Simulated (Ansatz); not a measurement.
ScPt: pressure and energy less free atoms against volume scale

Periodic Kohn-Sham DFT of a crystal at fixed atoms, scaled to volume_scale times the given cell; pressure positive in compression, energy less spherical unpolarised free atoms, largest_vzz the field gradient of largest size among the nuclei. The results are calculated, by Ansatz 0.2.0.

The cell before it is scaled or strained (space group Pm-3m, No. 221):
```
ScPt
1.0
      3.2700     0.0000     0.0000
      0.0000     3.2700     0.0000
      0.0000     0.0000     3.2700
Sc Pt
1 1
Direct
  0.50000 0.50000 0.50000
  0.00000 0.00000 0.00000
```

Settings of every row: method all-electron LAPW; functional LDA; relativity scalar; k mesh 10x10x10; filling fermi-dirac; smearing width 0.05 eV; basis error target 0.25 meV/atom; nucleus gaussian.

Atom start moment: 0 on all atoms.

Limits: no spin-orbit coupling on heavy atoms.

| row | volume scale | V (Å³/atom) | pressure (GPa) | energy less free atoms (eV/atom) |
| --- | --- | --- | --- | --- |
| 1 | 0.94 | 16.434 | 4.326 | -7.5577 |
| 2 | 0.96 | 16.784 | 0.717 | -7.5631 |
| 3 | 0.98 | 17.133 | -2.515 | -7.5611 |
| 4 | 0.99 | 17.308 | -4.004 | -7.5576 |
| 5 | 1 | 17.483 | -5.416 | -7.5524 |
| 6 | 1.01 | 17.658 | ? | ? |
| 7 | 1.02 | 17.833 | -8.016 | -7.5377 |
| 8 | 1.04 | 18.182 | -10.346 | -7.5176 |
| 9 | 1.06 | 18.532 | -12.428 | -7.4927 |

Question: what pressure and energy less free atoms should row 6 give?

Worked fit of pressure. Take u = (V_r/V)^(2/3) − 1 with V_r = 17.395 Å³ an atom, which is twice the finite (Eulerian) strain; such expansions in the strain, on which the Birch-Murnaghan equation of state is built, carry the rest volume and the bulk modulus. The shown rows have u = 0.03861, 0.02412, 0.01017, 0.00335, -0.00336, -0.01644, -0.02907, -0.04133. Least squares give pressure = −4.716 + 210.571 × u + 596.31 × u² + 403 × u³ GPa; a parabola predicts inner rows, each left out in turn, worse (root mean square 0.0069 against 0.0032 GPa). The rows lie off it by 0.000, 0.001, -0.003, 0.000, 0.001, 0.002, -0.003, 0.001. The pressure vanishes at u = 0.0211, or V = 16.86 Å³ an atom, and there the bulk modulus at fixed shape and fractions is B = −V dP/dV = (2/3)(1 + u) dP/du = 161 GPa. The withheld row has u = -0.00995, so the fit gives −4.716 + 210.571 × (-0.00995) + 596.31 × (-0.00995)² + 403 × (-0.00995)³ = -6.753 GPa.

The calculation gave -6.751 GPa. The fit lies 0.002 GPa (0.012 % of the column's range) below it; its largest miss of a shown row is 0.003 GPa.

Worked fit of energy less free atoms. Take u = (V_r/V)^(2/3) − 1 with V_r = 17.395 Å³ an atom, which is twice the finite (Eulerian) strain; such expansions in the strain, on which the Birch-Murnaghan equation of state is built, carry the rest volume and the bulk modulus. The shown rows have u = 0.03861, 0.02412, 0.01017, 0.00335, -0.00336, -0.01644, -0.02907, -0.04133. Least squares give energy less free atoms = −7.55519 − 0.7646 × u + 18.107 × u² eV/atom; a straight line predicts inner rows, each left out in turn, worse (root mean square 0.0093 against 4.7e-05 eV/atom). The rows lie off it by 0.0000, 0.0000, 0.0000, -0.0001, 0.0000, 0.0000, 0.0001, 0.0000. Its lowest point lies at u = 0.0211, or V = 16.86 Å³ an atom, and the curvature there gives the bulk modulus at fixed shape and fractions, B = (4/9)(1 + u)² E″(u)/V = 159 GPa. The withheld row has u = -0.00995, so the fit gives −7.55519 − 0.7646 × (-0.00995) + 18.107 × (-0.00995)² = -7.5458 eV/atom.

The calculation gave -7.5458 eV/atom. The fit meets it to the printed digit.
